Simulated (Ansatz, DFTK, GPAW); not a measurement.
# Fitting the PBE energy curve of TaTe

Symmetry: Pm-3m, No. 221, cubic system. Conventional cell: a = 3.420 Å, b = 3.420 Å, c = 3.420 Å, α = 90.00°, β = 90.00°, γ = 90.00°. Around Ta (site symmetry m-3m) lie 8 Te at 2.96 Å. Around Te (site symmetry m-3m) lie 8 Ta at 2.96 Å.

The cell comes from a database or a generator and needn't be the stable form of this composition.

The cell was scaled at fixed shape and fractions and run with Ansatz, all-electron LAPW, scalar-relativistic; PBE, k mesh 8 × 8 × 8 on the cell of 2 atoms, fermi-dirac occupations of 0.05 eV, no spin polarisation, no spin-orbit coupling. Energies are those that the program minimises, any entropy of the smearing included. For a metal such a mesh isn't converged to the digits shown.

```csv
V (Å³/atom),energy over the lowest row (meV/atom)
18.8023,37.69
19.2023,16.42
19.6024,?
20.0024,0.00
20.4025,3.05
20.8025,12.57
21.2026,27.86
```

**Question.** Fit the third-order Birch-Murnaghan form, give V0, B0 and B′, and predict the energy left open.

**Answer.** With y = (V0/V)^(2/3), E = E0 + (9 V0 B0/16) [(y - 1)³ B′ + (y - 1)² (6 - 4y)]. Least squares through the rows shown give V0 = 20.0261 Å³/atom, E0 = -0.01 meV, B0 = 143.7 GPa (1 eV/Å³ = 160.218 GPa) and B′ = 4.57, with a largest miss of 0.01 meV. At V = 19.6024 the form with these constants gives 4.17 meV; the run gave 4.17 meV an atom. Other set-ups at this level, from all their volumes (Å³/atom, GPa): Ansatz, Ansatz PAW (earlier soft set): V0 20.023, B0 144.3; DFTK, PseudoDojo SR PBE 0.4.1 standard (PBE): V0 20.095, B0 144.2; GPAW, PAW data sets generated for this functional: V0 19.932, B0 145.4; GPAW, GPAW PAW data sets (gpaw-data 1.2.1), other valence: V0 19.905, B0 151.8.

The fit describes a fairly stiff solid with ordinary anharmonicity: the energy climbs faster on compression than on expansion, as B′ = 4.57 expresses. Squeezing the cell raises the kinetic energy and the Pauli repulsion between closed shells steeply, whereas stretching only gradually weakens the bonding. The stiffness probably comes from Ta 5d–Te 5p covalency together with metallic d bonding. It lies below that of elemental tantalum and far above that of tellurium, whose chains are held together by weak contacts.

Recovering the omitted energy shows that the curve is smooth and well interpolated, but doesn't test PBE against experiment. The equilibrium volume is well reproduced across the set-ups. The bulk modulus, a curvature, is more sensitive: four values lie close together and only the 151.8 GPa result stands apart, possibly because of its different valence partition.

Since symmetry fixes both atomic sites, uniform scaling misses no internal relaxation, and B0 is the full hydrostatic response of this structure. It says nothing about resistance to shear.
